\section*{Charge transition level of the bromide vacancy from thermodynamic integration and Marcus linear response: solution}

\subsection*{(a) Premises and definition of the level}

State 0 is the vacancy $V_{\rm Br}^{+}$ with $N$ electrons and state 1 is $V_{\rm Br}^{0}$ with $N+1$ electrons. Energies are in eV, lengths in \AA, charges $q$ in units of $e$, and $\beta = 1/kT$.

\begin{enumerate}
\item[P1.] Each charge state has one smooth potential energy surface, $E_0(\mathbf R)$ and $E_1(\mathbf R)$. In state 1 the added electron is localised on the vacancy for all $\mathbf R$ (a diabatic surface).
\item[P2.] The nuclei are classical, are the same in both states, and sample the canonical ensemble ergodically at fixed volume.
\item[P3.] Electron energies are aligned to the host and counted from its valence band edge at the same temperature. The edges are those that enter the carrier statistics, $n = N_c\,e^{-\beta(\varepsilon_c-\mu)}$ and its counterpart for holes.
\item[P4.] Defects are dilute, and all averages below exist.
\end{enumerate}

With $H_i = T_{\rm kin} + E_i(\mathbf R)$ the kinetic energy is common to both states, so the vertical gap depends on positions only:
\begin{equation}
\Delta E(\mathbf R) = H_1 - H_0 = E_1(\mathbf R) - E_0(\mathbf R).
\end{equation}
Let $Z_i$ be the nuclear partition function of one electronic substate, $A_i = -kT\ln Z_i$, $\Delta A = A_1 - A_0$, and $\nu_i$ the electronic degeneracy. In contact with electrons of chemical potential $\mu$ the extra electron carries the weight $e^{\beta\mu}$, so
\begin{equation}
\frac{P_1}{P_0} = \frac{\nu_1 Z_1 e^{\beta\mu}}{\nu_0 Z_0} = \frac{\nu_1}{\nu_0}\,e^{-\beta(\Delta A-\mu)}.
\label{eq:pop}
\end{equation}
Convention: the level is $\varepsilon(+/0) = \Delta A$ in the dilute limit, with the degeneracy kept apart. Equal populations occur at $\mu = \varepsilon(+/0) - kT\ln(\nu_1/\nu_0)$.

\subsection*{(b) Thermodynamic integration}

Define
\begin{equation}
H_\eta = (1-\eta)H_0 + \eta H_1 = H_0 + \eta\,\Delta E, \qquad 0\le\eta\le1,
\end{equation}
and $A(\eta) = -kT\ln\int d\Gamma\,e^{-\beta H_\eta}$ up to a constant. The forces on this surface are the weighted mean of the forces of the two charge states. It equals a calculation with a fractional electron only if the electronic energy is linear in the occupation. Since $\partial H_\eta/\partial\eta = \Delta E$,
\begin{equation}
g(\eta) \equiv \frac{dA}{d\eta} = \frac{\int d\Gamma\,\Delta E\,e^{-\beta H_\eta}}{\int d\Gamma\,e^{-\beta H_\eta}} = \langle\Delta E\rangle_\eta .
\end{equation}
Because $A(0)=A_0$ and $A(1)=A_1$, integration gives Kirkwood's coupling-parameter formula,
\begin{equation}
\boxed{\Delta A = \int_0^1 \langle\Delta E\rangle_\eta\,d\eta .}
\label{eq:ti}
\end{equation}

\subsection*{(c) Derivatives of the integrand are cumulants of the gap}

Put $K(\eta) = \ln\langle e^{-\beta\eta\Delta E}\rangle_0 = -\beta[A(\eta)-A(0)]$. An average in ensemble $\eta$ is an average in ensemble 0 reweighted by $e^{-\beta\eta\Delta E - K(\eta)}$. The cumulant generating function of the gap in ensemble $\eta$ is therefore
\begin{equation}
\ln\langle e^{t\Delta E}\rangle_\eta = K(\eta - t/\beta) - K(\eta).
\end{equation}
Its $n$th derivative at $t=0$ is the cumulant $\kappa_n(\eta) = (-\beta)^{-n}K^{(n)}(\eta)$. With $K^{(n)} = -\beta A^{(n)} = -\beta g^{(n-1)}$,
\begin{equation}
g^{(n-1)}(\eta) = (-\beta)^{n-1}\kappa_n(\eta):\qquad
g' = -\beta\sigma_\eta^2,\quad g'' = \beta^2\kappa_3,\quad g''' = -\beta^3\kappa_4,\quad g'''' = \beta^4\kappa_5,
\label{eq:cum}
\end{equation}
where $\sigma_\eta^2 = \kappa_2(\eta)$ is the variance of the gap.

\subsection*{(d) Bounds}

A variance is non-negative, so $g$ does not increase, and $g(1)\le g(\eta)\le g(0)$ on the interval. Integrating over an interval of unit length gives
\begin{equation}
\boxed{\langle\Delta E\rangle_1 \le \Delta A \le \langle\Delta E\rangle_0 ,}
\label{eq:bounds}
\end{equation}
with equality only if the gap does not fluctuate. These are the Gibbs--Bogoliubov inequalities. The two margins are reorganisation free energies,
\begin{equation}
\lambda^{(1)} = \langle\Delta E\rangle_0 - \Delta A, \qquad \lambda^{(0)} = \Delta A - \langle\Delta E\rangle_1 ,
\end{equation}
released when the lattice relaxes on surface 1 after vertical capture and on surface 0 after vertical emission. Adding and subtracting the definitions gives two exact statements:
\begin{equation}
\lambda \equiv \frac{\langle\Delta E\rangle_0 - \langle\Delta E\rangle_1}{2} = \frac{\lambda^{(1)}+\lambda^{(0)}}{2} = \frac{\beta}{2}\int_0^1\sigma_\eta^2\,d\eta,
\qquad
\frac{\langle\Delta E\rangle_0 + \langle\Delta E\rangle_1}{2} - \Delta A = \frac{\lambda^{(1)}-\lambda^{(0)}}{2}.
\label{eq:exact}
\end{equation}
The integral form follows from $g(0)-g(1) = -\int_0^1 g'\,d\eta$.

\subsection*{(e) Gaussian gap statistics}

Let $p_\eta(X) = \langle\delta(X-\Delta E)\rangle_\eta$. The reweighting factor depends on $\mathbf R$ only through $\Delta E$, so
\begin{equation}
p_\eta(X) = p_0(X)\,e^{-\beta\eta X - K(\eta)} .
\label{eq:tilt}
\end{equation}
Assume that $p_0$ is Gaussian for all $X$, with mean $m_0 = \langle\Delta E\rangle_0$ and variance $\sigma^2$. Completing the square,
\begin{equation}
-\frac{(X-m_0)^2}{2\sigma^2} - \beta\eta X = -\frac{(X - m_0 + \beta\eta\sigma^2)^2}{2\sigma^2} - \beta\eta m_0 + \tfrac12\beta^2\eta^2\sigma^2 .
\end{equation}
Every $p_\eta$ is then Gaussian with the same variance and with mean $g(\eta) = m_0 - \beta\sigma^2\eta$. At $\eta=1$ this reads $\langle\Delta E\rangle_0 - \langle\Delta E\rangle_1 = \beta\sigma^2$, and the integral of a linear function over $[0,1]$ is the mean of its end values. Hence
\begin{equation}
\boxed{\Delta A = \frac{\langle\Delta E\rangle_0+\langle\Delta E\rangle_1}{2},\qquad
\lambda = \frac{\langle\Delta E\rangle_0-\langle\Delta E\rangle_1}{2},\qquad
\sigma^2 = 2\lambda kT ,}
\label{eq:lr}
\end{equation}
and $\lambda^{(0)}=\lambda^{(1)}=\lambda$. The gap is Gaussian when both surfaces are harmonic with the same force constants, since $\Delta E$ is then linear in Gaussian coordinates. Two one-sided estimates follow, $\langle\Delta E\rangle_0 - \beta\sigma_0^2/2$ and $\langle\Delta E\rangle_1 + \beta\sigma_1^2/2$. They coincide with Eq.~(\ref{eq:lr}) in the Gaussian case.

The Marcus parabolas follow as well. With $\mathcal A_i(X) = A_i - kT\ln p_i(X)$, Eq.~(\ref{eq:tilt}) at $\eta=1$ and $K(1) = -\beta\Delta A$ give $\mathcal A_1(X)-\mathcal A_0(X) = X$ for any statistics. In the Gaussian case $\mathcal A_0(X) = (X-\Delta A-\lambda)^2/4\lambda$ plus a constant. An electron of energy $\mu$ is captured without change of total energy where $X=\mu$, at the barrier $(\lambda+\Delta A-\mu)^2/4\lambda$ above the minimum of $\mathcal A_0$.

\subsection*{(f) Leading correction to the average}

Integrate Eq.~(\ref{eq:ti}) by parts, taking $\eta-\tfrac12$ as the antiderivative of 1:
\begin{equation}
\int_0^1 g\,d\eta = \frac{g(0)+g(1)}{2} - \int_0^1\left(\eta-\tfrac12\right)g'\,d\eta .
\end{equation}
The function $-\eta(1-\eta)/2$ is an antiderivative of $\eta-\tfrac12$ and vanishes at both ends, so a second integration by parts leaves no boundary term:
\begin{equation}
\Delta A = \frac{g(0)+g(1)}{2} - \int_0^1\frac{\eta(1-\eta)}{2}\,g''\,d\eta .
\end{equation}
Split the weight with $w(\eta) = \eta^2(1-\eta)^2/24$. Its second derivative is $w'' = (\eta^2-\eta+\tfrac16)/2$, so $\eta(1-\eta)/2 = \tfrac1{12} - w''$. The constant part integrates to $[g'(1)-g'(0)]/12$. In the other part $w$ and $w'$ vanish at both ends, and two more integrations by parts turn $\int w''g''$ into $\int w\,g''''$. Insert Eq.~(\ref{eq:cum}), for which $g'(1)-g'(0) = \beta(\sigma_0^2-\sigma_1^2)$:
\begin{equation}
\boxed{\Delta A = \frac{\langle\Delta E\rangle_0+\langle\Delta E\rangle_1}{2} - \frac{\sigma_0^2-\sigma_1^2}{12\,kT} + \mathcal R,\qquad
\mathcal R = \beta^4\int_0^1 w(\eta)\,\kappa_5(\eta)\,d\eta .}
\label{eq:corr}
\end{equation}
This is exact. Since $w\ge0$ and $\int_0^1 w\,d\eta = 1/720$, the mean value theorem gives $\mathcal R = \beta^4\kappa_5(\eta^*)/720$ for some $\eta^*$ in $(0,1)$. The first two terms are exact when $g$ is a cubic. Replacing $w$ by its mean gives the next Euler--Maclaurin term,
\begin{equation}
\mathcal R \approx \frac{g'''(1)-g'''(0)}{720} = \frac{\beta^3[\kappa_4(0)-\kappa_4(1)]}{720}.
\label{eq:next}
\end{equation}
Also $\sigma_0^2-\sigma_1^2 = \beta\int_0^1\kappa_3\,d\eta$. A gap skewed to positive values along the whole path makes $g$ convex and state 0 the broader one, and the plain average then lies above $\Delta A$.

\subsection*{(g) From the periodic cell to the dilute limit}

Treat the defect as a point charge in an isotropic linear dielectric, in a cubic cell of side $L$ with a neutralising background. For a charge $q$ fully screened by a dielectric constant $\epsilon$, the energy to be added to the cell energy is $q^2M/\epsilon$, with
\begin{equation}
M = \frac{\alpha_M e^2}{8\pi\epsilon_{\rm vac}L},\qquad \alpha_M = 2.8373,\qquad a_\infty = \frac{M}{\epsilon_\infty},\qquad a_s = \frac{M}{\epsilon_s}.
\end{equation}
A vertical gap needs $U(q,q')$, the correction for charge $q$ in an ionic polarisation equilibrated to charge $q'$. Linear response makes $U$ a quadratic form in $q$ and $q'$ with three coefficients. They are fixed by $U(q,0) = a_\infty q^2$ (electronic screening only), $U(q,q) = a_sq^2$, and $\partial U/\partial q' = 0$ at $q'=q$. The last condition holds because both the cell energy and the isolated-defect energy are minimal there. The solution is
\begin{equation}
U(q,q') = a_\infty(q-q')^2 + a_s(2qq'-q'^2).
\end{equation}
The coupling to the ions is linear in $q$, so under $H_\eta$ they respond to $q' = 1-\eta$, and the mean gap is corrected by
\begin{equation}
\delta g(\eta) = U(0,1-\eta) - U(1,1-\eta) = a_\infty(1-2\eta) - 2a_s(1-\eta).
\end{equation}
Therefore
\begin{equation}
\delta\langle\Delta E\rangle_0 = a_\infty - 2a_s,\quad \delta\langle\Delta E\rangle_1 = -a_\infty,\quad \delta\Delta A = -a_s,\quad \delta\lambda = a_\infty - a_s .
\label{eq:fs}
\end{equation}
The level takes the static correction, $\varepsilon(+/0) = \Delta A_{\rm cell} - a_s$. Since $\delta g$ is linear in $\eta$, it leaves $\sigma_0^2-\sigma_1^2$ and $\mathcal R$ unchanged.

\subsection*{(h) A solvable non-Gaussian model}

Let $x$ be the contraction of the distance between the two Pb ions that flank the vacancy, with different stiffness in the two states, and let all other modes of the cell form a bath of displaced oscillators with unchanged force constants and reorganisation energy $\lambda_b$:
\begin{equation}
E_0 = \tfrac12k_0x^2 + \text{bath},\qquad E_1 = \Delta + \tfrac12k_1(x-d)^2 + \text{displaced bath}.
\end{equation}
Here $\Delta$ is the difference of the two minima. Write $r = k_1/k_0$, $W_i = k_id^2/2$ and $k_\eta = k_0[1+(r-1)\eta]$. Completing the square in $x$,
\begin{equation}
(1-\eta)\frac{k_0x^2}{2} + \eta\frac{k_1(x-d)^2}{2} = \frac{k_\eta}{2}\left(x-\frac{\eta k_1d}{k_\eta}\right)^2 + \frac{\eta(1-\eta)k_0k_1d^2}{2k_\eta}.
\end{equation}
The Gaussian integral over $x$ is proportional to $k_\eta^{-1/2}$, and each bath mode is the case $r=1$. Thus
\begin{equation}
A(\eta)-A(0) = \eta\Delta + \frac{W_1\,\eta(1-\eta)}{1+(r-1)\eta} + \lambda_b\,\eta(1-\eta) + \frac{kT}{2}\ln[1+(r-1)\eta].
\label{eq:model}
\end{equation}
Setting $\eta=1$, and using $g=A'$ and $\sigma^2=-kTA''$ at the two ends:
\begin{align}
\Delta A &= \Delta + \tfrac12kT\ln r,\\
\langle\Delta E\rangle_0 &= \Delta + W_1 + \lambda_b + \tfrac12kT(r-1), &
\sigma_0^2 &= 2(rW_1+\lambda_b)kT + \tfrac12(r-1)^2(kT)^2,\\
\langle\Delta E\rangle_1 &= \Delta - W_0 - \lambda_b + \tfrac12kT(1-1/r), &
\sigma_1^2 &= 2(W_0/r+\lambda_b)kT + \tfrac12(1-1/r)^2(kT)^2 .
\end{align}
Apart from terms of order $kT$, the plain average exceeds $\Delta A$ by $W_0(r-1)/2$, the correction is $-W_0(r^2-1/r)/6$, and the remainder is
\begin{equation}
\mathcal R = W_0\left[\frac{r^2-1/r}{6}-\frac{r-1}{2}\right] = \frac{W_0(r-1)^3}{6r}.
\end{equation}
The correction removes the first and second orders in $r-1$. These terms do not vanish on cooling, because the variances are proportional to $kT$.

\subsection*{(i) Range of validity}

\begin{enumerate}
\item Equations (\ref{eq:ti}), (\ref{eq:bounds}), (\ref{eq:exact}) and (\ref{eq:corr}) are exact under P1--P4. Equation (\ref{eq:lr}) needs Gaussian statistics over the whole span from $\langle\Delta E\rangle_1$ to $\langle\Delta E\rangle_0$, which is $2\lambda = \beta\sigma^2$, or $\beta\sigma$ standard deviations wide. A Gaussian histogram in one end state does not test this.
\item The condition $\sigma_0^2=\sigma_1^2=2\lambda kT$ is necessary for linear response and not sufficient. A run at $\eta=\tfrac12$ tests the interior: linear response requires $g(\tfrac12)$ to equal the average.
\item Dropping $\mathcal R$ needs a smooth $g$. A switch between two structural basins at intermediate $\eta$ makes $g$ step-like, is invisible from the ends, and calls for the full quadrature of Eq.~(\ref{eq:ti}).
\item If the localised state rises above $\varepsilon_c$, an electronic ground-state calculation puts the electron in the conduction band, P1 fails, and the gap is capped near $\varepsilon_c$. If $\varepsilon(+/0)$ itself lies above $\varepsilon_c$, the localised state is metastable and the bound neutral state is an effective-mass one.
\item For quantum nuclei $dA/d\eta=\langle\Delta E\rangle_\eta$ and the bounds survive, but $-kTg'$ is the Kubo-transformed variance. For displaced oscillators of unchanged frequency the expressions for $\Delta A$ and $\lambda$ in Eq.~(\ref{eq:lr}) still hold, while a mode with share $\lambda_j$ adds $2\lambda_jkT\,(u_j/2)\coth(u_j/2)$, $u_j=\beta\hbar\omega_j$, to the plain variance.
\item Equation (\ref{eq:fs}) omits the extent of the defect charge, dielectric anisotropy and potential-alignment terms of order $L^{-3}$. Fixed volume costs an elastic energy $Bv^2/2L^3$ for relaxation volume $v$ and bulk modulus $B$.
\end{enumerate}

\subsection*{(j) Numerical illustration: $V_{\rm Br}$ in CsPbBr$_3$ at 300 K}

At 300 K, $kT = 25.85$ meV. The crystal is orthorhombic at this temperature and is treated as pseudo-cubic. Typical host values: lattice parameter 5.85 \AA, gap $\varepsilon_c = 2.3$ eV, $\epsilon_\infty = 4.5$, $\epsilon_s = 20$, highest optical phonon 20 meV, $B = 20$ GPa. A $4\times4\times4$ cell with one vacancy has 319 atoms and $L = 23.4$ \AA. Assumed defect values: $k_0 = 0.60$ and $k_1 = 0.90$ eV/\AA$^2$, $d = 0.80$ \AA, $\lambda_b = 0.10$ eV, $\Delta = 2.24$ eV, mass 103.6 amu for $x$ (half a Pb mass), $|v|\le 10$ \AA$^3$, $\nu_0=1$, $\nu_1=2$. The bromide vacancy is typically regarded as a donor close to the conduction band edge, and $\Delta$ was chosen to reproduce this.

Then $r = 1.5$, $W_0 = 0.192$ eV and $W_1 = 0.288$ eV. Four decimals are kept in the cell quantities only to compare estimators within the model:
\begin{align}
\langle\Delta E\rangle_0 &= 2.6345\ \text{eV}, & \sigma_0^2 &= 0.02759\ \text{eV}^2, & \sigma_0 &= 0.166\ \text{eV},\\
\langle\Delta E\rangle_1 &= 1.9523\ \text{eV}, & \sigma_1^2 &= 0.01183\ \text{eV}^2, & \sigma_1 &= 0.109\ \text{eV}.
\end{align}
The exact value is $\Delta A = 2.2452$ eV, of which 5.2 meV is the term $\tfrac12kT\ln r$. It lies between the two mean gaps, with $\lambda^{(1)} = 0.3892$ eV, $\lambda^{(0)} = 0.2929$ eV and $\lambda = 0.3411$ eV. Linear response would give $\sqrt{2\lambda kT} = 0.133$ eV for both widths, so the test of the variances fails. The variance correction is $-50.8$ meV and the term of Eq.~(\ref{eq:next}) is $+3.1$ meV. The midpoint value from Eq.~(\ref{eq:model}) is $g(\tfrac12) = 2.2221$ eV, which enters Simpson's rule $[g(0)+4g(\tfrac12)+g(1)]/6$.

\begin{center}
\begin{tabular}{lcc}
\hline
Estimate of $\Delta A_{\rm cell}$ & value (eV) & error against exact (meV)\\
\hline
$\langle\Delta E\rangle_0-\beta\sigma_0^2/2$ & 2.1008 & $-144.4$\\
$\langle\Delta E\rangle_1+\beta\sigma_1^2/2$ & 2.1810 & $-64.2$\\
average of the two gaps & 2.2934 & $+48.1$\\
average with variance correction & 2.2426 & $-2.7$\\
same, with the $\kappa_4$ term & 2.2457 & $+0.5$\\
Simpson's rule & 2.2459 & $+0.6$\\
\hline
\end{tabular}
\end{center}

The error of the plain average changes the population ratio of Eq.~(\ref{eq:pop}) by a factor 6.4. In a simulation the correction has its own statistical error. For $n$ independent, nearly Gaussian samples per state, a mean is uncertain by $\sigma/\sqrt n$ and a variance by $\sigma^2\sqrt{2/n}$. With an assumed $n=200$ the average is uncertain by $\tfrac12\sqrt{(\sigma_0^2+\sigma_1^2)/n} = 7$ meV and the correction by $(\beta/12)\sqrt{2(\sigma_0^4+\sigma_1^4)/n} = 10$ meV. Both exceed the remainder, so the $\kappa_4$ term would not be resolved.

Finite size: $M = 0.873$ eV, $a_\infty = 0.194$ eV and $a_s = 0.044$ eV. The gaps shift by $+0.107$ and $-0.194$ eV to 2.74 and 1.76 eV, and $\lambda$ grows by 0.150 eV to 0.49 eV.

Neglected terms: the mode $x$ has $\hbar\omega = 4.9$ meV in state 0 and 6.0 meV in state 1, and its leading quantum correction to $\Delta A$, $\beta\hbar^2(\omega_1^2-\omega_0^2)/24$, is 0.02 meV. The variance factor of a 20 meV mode is 1.05 and, for bath modes, affects $\sigma_0^2$ and $\sigma_1^2$ alike. The elastic term is at most 0.5 meV. The failure of P1 is larger. The diabatic gap of 2.74 eV lies above the band edge, so a ground-state calculation in ensemble 0 would return about 2.3 eV. Averaging that with 1.76 eV gives 2.03 eV, which is 0.17 eV below the level of the localised state found next.

The model's level is
\begin{equation}
\varepsilon(+/0) = \Delta A_{\rm cell} - a_s = 2.20\ \text{eV},
\end{equation}
or 0.10 eV below the conduction band edge. The average with variance correction also gives 2.20 eV, whereas the plain average gives 2.25 eV and halves the depth to 0.05 eV. The doublet lowers the point of equal populations by $kT\ln2 = 17.9$ meV to 2.18 eV. These numbers belong to the model, and the position near the band edge was put in through $\Delta$. The mean vertical gaps differ by 0.98 eV and each fluctuates by more than 0.1 eV, while the occupation is governed by the single free energy $\Delta A$.